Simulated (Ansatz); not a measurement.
From B to In: the dipole moment

Gas-phase molecules, one atom swapped for its congeners: C2H9BO `[BH3-][O+](C)C`; C2H9AlO `C[O+](C)[AlH3-]`; C2H9GaO `C[O+](C)[GaH3-]`; C2H9InO `C[O+](C)[InH3-]`. All are singlets with charge 0.

Shapes, held fixed at every level: PBE0-D4/def2-TZVP. Programs: Ansatz 0.2.0. Values in D.

(1) How should the dipole moment change along the series?

Results:

(1) At wB97M-V/def2-TZVPP the dipole moment isn't monotonic: it is largest for Al and smallest for In (5.12 and 3.71 D). Every level shows the same order. For atoms past krypton def2 sets carry core potentials with scalar relativity. Relativity is left out for Ga.

| level | C2H9BO | C2H9AlO | C2H9GaO | C2H9InO |
| --- | --- | --- | --- | --- |
| PBE-D4/def2-TZVPP | 4.63 | 4.95 | 4.05 | 3.66 |
| r2SCAN-D4/def2-TZVPP | 4.69 | 5.08 | 4.13 | 3.71 |
| B3LYP-D4/def2-TZVPP | 4.71 | 5.08 | 4.13 | 3.73 |
| wB97M-V/def2-TZVPP | 4.75 | 5.12 | 4.14 | 3.71 |

The dipole rises from B to Al, then falls through Ga to In, so it follows neither atomic size nor a steady growth in metallic character. These are dimethyl ether adducts of the group 13 trihydrides, with the hydridic EH3 end negative and the ether methyls positive. Boron binds oxygen through a short, fairly covalent dative bond, and its B–H bonds are only weakly polar. Aluminium is much more electropositive, which makes its hydrogens more hydridic, and it remains a strong acceptor towards a hard oxygen donor. At gallium the filled 3d shell screens the nuclear charge poorly, making the element more electronegative than aluminium and the Ga–H bonds less polar. The further drop at indium probably reflects weaker donation from oxygen and a flatter EH3 group, whose bond dipoles cancel more completely. The functionals differ by less than the steps between neighbouring elements, so the order doesn't hinge on the choice among them. The total dipole alone can't separate charge transfer from pyramidalisation, nor does it rank the strengths of the dative bonds.
